Appendix A. Limits and scaling of the fugacity coefficient in a virial gas mixture

A.1 Conventions and the first-order result

The fugacity f_i of component i is defined by μ_i = μ_i°(T) + RT ln(f_i/P°), where μ_i° belongs to the pure ideal gas at the standard pressure P°. The fugacity coefficient is φ_i = f_i/(y_i P), with y_i the mole fraction. At fixed T and composition ∂μ_i/∂P = V_i, the partial molar volume, and an ideal gas has V_i = RT/P. Every gas becomes ideal as P → 0, so

ln φ_i = ∫₀^P (V_i/RT − 1/P′) dP′.   (A1)

Virial coefficients are molar and belong to the density series Z = PV/RT = 1 + Bρ + Cρ² + …, with ρ = 1/V. For a mixture B = Σ_ij y_i y_j B_ij and C = Σ_ijk y_i y_j y_k C_ijk exactly, because B counts pairs and C triples. The symbol x = P/RT denotes the molar density of an ideal gas at the same T and P.

To first order in x the total volume is nRT/P + nB. With nB = Σ n_i n_j B_ij/n, differentiation gives V_i = RT/P + 2b_i − B, where b_i = Σ_j y_j B_ij. The integrand of (A1) is then a constant: the residual volume V_i − RT/P does not vanish as P → 0, it tends to 2b_i − B. Hence

ln φ_i = (2b_i − B) x + O(x²).   (A2)

For a binary, y1² = y1 − y1y2 turns the mixing rule into B = y1B11 + y2B22 + y1y2δ12 with δ12 = 2B12 − B11 − B22, and

ln φ1 = (B11 + y2²δ12) x,  ln φ2 = (B22 + y1²δ12) x.   (A3)

The Lewis–Randall rule replaces φ_i by φ_i°, the coefficient of pure i as a gas at the same T and P. With γ_i = φ_i/φ_i°, (A3) gives ln γ1 = y2²δ12 x, ln γ2 = y1²δ12 x and G^E/RT = y1y2δ12 x, a symmetric Margules form whose single parameter is δ12 x. At this order the rule holds over the whole composition range if and only if δ12 = 0.

The numbers refer to a model natural gas of methane (1) and ethane (2) with y2 = 0.10 at T = 300 K and P = 30 bar. The assumed inputs, all typical values for 300 K, are B11 = −42, B12 = −90, B22 = −182 cm³/mol and C111 = 2400, C222 = 10500 cm⁶/mol². The cross coefficients C112 = 3900 and C122 = 6400 cm⁶/mol² are assumed as rounded geometric means of the pure ones. Ethane typically has its critical point near 305 K and condenses at 300 K only somewhat above 40 bar, so the pure reference gas exists at 30 bar but is close to condensation. All results below are those of this model.

A.2 Dimensional analysis

The quantity ln φ_i is dimensionless and can depend on P, RT, the B_ij and y2. The only way to cancel a molar volume is RT/P, so the groups are B11x, B12x, B22x and y2, joined at the next order by the four C_ijk x². Pressure therefore enters only through x, and temperature through x and the coefficients themselves. Here RT = 24943 cm³ bar/mol, RT/P = 831.4 cm³/mol and x = 1.2027 × 10⁻³ mol/cm³, or 0.724 molecules per nm³. The groups are B11x = −0.0505, B12x = −0.108 and B22x = −0.219. Each is, up to a factor, the mean excess number of neighbours that the pair potential gathers round a molecule, and the expansion is useful while it is well below one.

A symmetry reduces the count further. The shift B_ij → B_ij + u_i + u_j adds 2u_i x to ln φ_i at every composition and leaves δ12 unchanged. Two of the three groups thus set composition-independent offsets, and all the composition dependence sits in δ12 x. With δ12 = 44 cm³/mol it is δ12 x = 0.0529. For more components the same structure reads ln φ_k = [B_kk + ½ Σ_ij y_i y_j (2δ_ik − δ_ij)] x, with δ_ij = 2B_ij − B_ii − B_jj.

For the model gas B = −52.04 cm³/mol, b1 = −46.8 and b2 = −99.2 cm³/mol, so the residual partial molar volumes are −41.56 and −146.36 cm³/mol. Since 1 cm³ bar = 0.1 J, the chemical potentials lie RT ln φ_i = −125 and −439 J/mol from their ideal-gas values. The excess volume y1y2δ12 = 3.96 cm³/mol is independent of pressure at this order, and G^E = y1y2δ12 P = 11.9 J/mol is 1.5 per cent of the magnitude of the ideal mixing term RT Σ y ln y = −811 J/mol. The excess enthalpy is y1y2(δ12 − T dδ12/dT)P, which is (1 + m)G^E if δ12 ∝ T^(−m).

A.3 Pressure: the small regime and its leading correction

For small P all of ln φ_i, ln γ_i and G^E are linear in P. The ideal-gas value φ_i = 1 is good to |ln φ_i| = 0.01 up to P = 0.01 RT/|2b_i − B|, which is 6.0 bar for methane and 1.7 bar for ethane. The Lewis–Randall rule is good to the same tolerance up to 0.01 RT/(y_j²δ12), with j the other component: 7.0 bar for ethane, and nominally 567 bar for methane, far outside the range of the series. For the major component the rule holds wherever (A3) does.

The next term follows from inverting the density series, Z = 1 + Bx + (C − B²)x² + …, so that the residual Gibbs energy is n[Bx + ½(C − B²)x²] in units of RT. With c_i = Σ_jk y_j y_k C_ijk one has ∂(nC)/∂n_i = 3c_i − 2C and ∂(nB²)/∂n_i = 4Bb_i − 3B², and

ln φ_i = (2b_i − B) x + ½ s_i x²,  s_i = 3c_i − 2C − 4Bb_i + 3B².   (A4)

The same B and C can be kept in the density form. From A^res/RT = n²B/V_tot + n³C/(2V_tot²), with V_tot the total volume,

ln φ_i = 2b_i ρ + (3/2)c_i ρ² − ln Z,  x = ρ + Bρ² + Cρ³,   (A5)

which reproduces (A4) through x² and sums all higher terms built from B and C alone.

For the model gas C = 2880.6, c1 = 2710 and c2 = 4416 cm⁶/mol², so s1 = 751 and s2 = −5038 cm⁶/mol². For the pure gases s = C − B² is 636 (methane) and −22624 (ethane). With ½x² = 7.233 × 10⁻⁷ mol²/cm⁶, and the gas roots ρ = 1.2822, 1.2651 and 1.6522 mol/L for the mixture, pure methane and pure ethane, the three levels compare as follows. Four decimals are shown only to display the differences between levels at fixed inputs.

quantity   (A3)      (A4)      (A5)
Z          0.9374    0.9377    0.9380
ln φ1      −0.0500   −0.0494   −0.0493
ln φ2      −0.1760   −0.1797   −0.1795
ln φ1°     −0.0505   −0.0501   −0.0500
ln φ2°     −0.2189   −0.2353   −0.2409
ln γ1      0.0005    0.0006    0.0006
ln γ2      0.0429    0.0556    0.0614

The fugacity coefficients in the mixture are well given at first order: the x² term is 2.1 per cent of the first in ln φ2 and would reach a tenth of it only at 145 bar. The activity coefficient is not. Its x² term is 30 per cent of the first, it passes a tenth already at 10 bar, and (A3) recovers only the fraction 0.70 of the value from (A5). The cause is the reference state: pure ethane at 30 bar is much less ideal than the mixture (its own x² term reaches a tenth at 40 bar), and ln γ2 is a small difference that inherits the whole truncation error of ln φ2°. The fourth coefficient D is absent from (A5). A small change of the equation of state shifts G at fixed P as much as A at fixed V, so D moves ln φ2° by Dρ³/3, which is 0.0015 for D = 10⁶ cm⁹/mol³, a value chosen only to set a scale.

Which truncation at B is the better one depends on composition. At order x² the form Z = 1 + Bx misses C − B² and the form Z = 1 + Bρ misses C, so the pressure form has the smaller truncation error when B² < 2C. In terms of y = y2 the inputs give B = −42 − 96y − 44y² and C = 2400 + 4500y + 3000y² + 600y³. The x² term of Z vanishes at y = 0.13, close to the model gas, where C − B² is only 172 cm⁶/mol², and the crossover B² = 2C lies at y = 0.56.

A.4 Pressure: the large regime

The series in x has no large-P limit. It ends at the nearest branch point of the gas root ρ(x), where dx/dρ = 1 + 2Bρ + 3Cρ² = 0. With C = 0 the root is Z = ½[1 + √(1 + 4Bx)] and the branch point lies at P = RT/(4|B|), which is 34 bar for pure ethane and 120 bar for the mixture. With C retained there are two cases. For B² > 3C, as in pure ethane, the gas root ends on the real axis at ρ = 4.50 mol/L and P = 44 bar; this is the spinodal of the truncated equation and has no standing as a property of ethane. For B² < 3C, as in the mixture, the two branch points are complex conjugates, and their product (4C − B²)/(27C²) gives the common modulus |x| = √[(4C − B²)/27]/C, or 156 bar. At 30 bar successive terms therefore fall off asymptotically by a factor near 0.68 for pure ethane and 0.19 for the mixture, which accounts for the pattern in the table.

Demixing is not within reach either. At first order the thermodynamic factor is ∂ln f2/∂ln y2 = 1 − 2y1y2δ12 x, equal to 0.990 for the model gas. It would vanish at y2 = ½ when δ12 x = 2, that is at 1134 bar, many times the radius of convergence. The Gibbs energy of mixing is convex throughout the range of (A3).

A.5 Composition: the two dilute ends

As y2 → 0 the solvent obeys the Lewis–Randall rule with a quadratic correction, ln γ1 = δ12 x y2², while the solute tends to a Henry-type constant with a linear one:

ln φ2 = (2B12 − B11) x − 2δ12 x y2 + δ12 x y2².   (A6)

The two are tied by the Gibbs–Duhem relation y1 d ln γ1 + y2 d ln γ2 = 0. The constant does not contain B22, since a lone ethane molecule meets no other. It is −138 cm³/mol times x, or −0.166, and the initial slope is −0.106. The Lewis–Randall value B22x is too large in magnitude by the factor 1.32. At 30 bar ln γ1 reaches 0.01 at y2 = √(0.01/δ12 x) = 0.43.

The second-order excess function shows what δ12 = 0 does and does not secure. Define Δ = B22 − B11, ε1 = 3C112 − 2C111 − C222 and ε2 = 3C122 − C111 − 2C222. Subtracting the pure-component terms from ½(C − B²)x² gives

G^E/RT = y1y2 {δ12 x + ½x²[y1ε1 + y2ε2 + Δ² − 2δ12(y1B11 + y2B22) − y1y2δ12²]}.   (A7)

With δ12 = 0 the bracket vanishes for all compositions only if ε1 = ε2 = −Δ². The condition δ12 = 0 is necessary for the rule but suffices only at first order in P. In the model ε1 = −3600, ε2 = −4200 and Δ² = 19600 cm⁶/mol², so Δ² dominates. At infinite dilution ln γ equals the curly bracket. For ethane in methane the square bracket is ε1 + Δ² − 2B11δ12 = 19696 and adds 0.0142, or 27 per cent, to 0.0529. For methane in ethane it is 31416 and adds 0.0227, or 43 per cent. A shift of 300 cm⁶/mol² in C112 changes the first of these brackets by 900, about 5 per cent, so the crude cross coefficients do not decide the matter.

The ethane-rich end holds a crossover of another kind. The first-order coefficient B11 + y2²δ12 of methane changes sign at y2 = √(−B11/δ12) = 0.98 and ends at 2B12 − B22 = +2 cm³/mol, so (A3) gives ln φ1 = 0.0024 for a trace of methane in ethane. There s1 = 32052 cm⁶/mol², the x² term is 0.0232 and overtakes the first above 3.1 bar, and (A5) gives 0.046. The first-order coefficient is a near cancellation, smaller than any realistic uncertainty of 2B12, so (A3) does not fix even the sign, and the positive value at 30 bar is an effect of higher order: a weakly attracting molecule placed in a highly compressible gas has a partial molar volume larger than RT/P.

A.6 Dissimilarity and temperature

If the pair coefficient depends smoothly on one molecular parameter p, B_ii = F(p_i) and B12 = F((p1 + p2)/2), then δ12 = −¼F″(p1 − p2)² + …, a second difference. It is quadratic in the dissimilarity and positive where F is concave. Because Δ is linear in p1 − p2, the term Δ² in (A7) is of the same order as δ12, and the ratio Δ²x/(2δ12), here 0.27, does not shrink for similar molecules. Similarity makes ln γ small but does not make its first-order estimate relatively better.

The van der Waals form B_ij = b_ij − a_ij/RT displays the high-temperature side. With a12 = (1 − k12)√(a11a22) and the Lorentz rule b12 = [(σ1 + σ2)/2]³, where σ_i = b_ii^(1/3),

δ12 = (√a11 − √a22)²/RT + 2k12√(a11a22)/RT − ¾(σ1 + σ2)(σ1 − σ2)².   (A8)

The first term is positive, the last negative, and both are quadratic in the mismatch, whereas k12 enters linearly. Typical constants are a = 2.30 and 5.58 L² bar/mol² and b = 43.0 and 65.1 cm³/mol for methane and ethane. At 300 K with k12 = 0 the two terms are 28.7 and −1.5 cm³/mol, and each 0.01 in k12 adds 2.9 cm³/mol. The sum of 27.1 cm³/mol falls about 38 per cent below the 44 cm³/mol implied by the typical coefficients of A.1, so (A8) serves here for scaling only. It says that δ12 x ∝ P/T² with a relative correction linear in T: going from 300 to 600 K at 30 bar lowers δ12 x from 0.033 to 0.008. The size term takes over, δ12 changes sign and the scaling turns to −P/T only above about 5.6 × 10³ K, a formal crossover far beyond the stability of either molecule.

On the low-temperature side a square well of depth w_ij and relative range λ gives B_ij = b_ij[1 − (λ³ − 1)(exp(w_ij/kT) − 1)]. For w22 > w12 > w11 the coefficient B22 outgrows the others and δ12/|B22| → 1 − 2(b12/b22) exp[−(w22 − w12)/kT]. The Lewis–Randall correction of a dilute heavy component then cancels the whole of its pure-gas term, and the rule is worse than setting φ2 = 1. The general crossover at infinite dilution is |δ12| = |2B12 − B11|; the model, with 44 against 138 and δ12/|B22| = 0.24, lies well on the side where the rule helps. On cooling at fixed P the pure reference gas also condenses, and φ2° must then be continued from the series.

A.7 Sensitivity to the inputs

From (A3), ∂ln φ2/∂B12 = 2y1²x, ∂ln φ2/∂B11 = −y1²x and ∂ln φ2/∂B22 = (1 − y1²)x. A change of 2 cm³/mol in B12, assumed as a plausible uncertainty, moves ln φ2 by 0.0039, as much as its x² term of −0.0036, and moves δ12 by 9 per cent. It moves ln φ1 by only 2y2²x per unit, which is negligible. Two significant figures in ln φ2 and hardly more than one in ln γ2 are what the inputs support.

A.8 A process-gas counterpart

Forming gas, used in anneals that passivate Si/SiO2 interfaces, occupies the opposite corner. For nitrogen (1) with 5 per cent hydrogen (2) at 300 K the assumed typical coefficients are B11 = −4, B12 = +12 and B22 = +15 cm³/mol, so δ12 = 13 cm³/mol and δ12/B22 = 0.87. The residual volume of hydrogen is 26.7 cm³/mol, of which 44 per cent comes from δ12. At 30 bar the model gives ln φ2 = 0.032 against the Lewis–Randall value 0.018, with an x² term of order 0.0007 for an assumed s2 of order 10³ cm⁶/mol². All groups are small, so first order suffices, but the rule misses nearly half of the effect. At 1 bar ln φ2 = 0.0011, a shift of 0.028 meV per molecule in the chemical potential of hydrogen, which defect thermodynamics can ignore.

A.9 Order of the crossovers

For the methane–ethane model at 300 K and y2 = 0.10 the approximations give way in a definite order as P rises. The ideal-gas value fails at the 0.01 level for ethane at 1.7 bar and for methane at 6.0 bar, the Lewis–Randall rule for ethane at 7.0 bar, and the linear law for ln γ2 at the 10 per cent level at 10 bar. The series for the pure ethane reference ends at 44 bar and that for the mixture at 156 bar. At 30 bar the model's fugacities from (A3) are f1 = 25.7 bar and f2 = 2.52 bar, and those from (A5) are 25.7 and 2.51 bar, for partial pressures of 27 and 3 bar. The Lewis–Randall rule with the reference from (A5) gives f2 = 2.36 bar, 6 per cent below the model's 2.51 bar, so at this pressure φ2 is better computed directly from the mixture coefficients than through γ2 and the pure gas.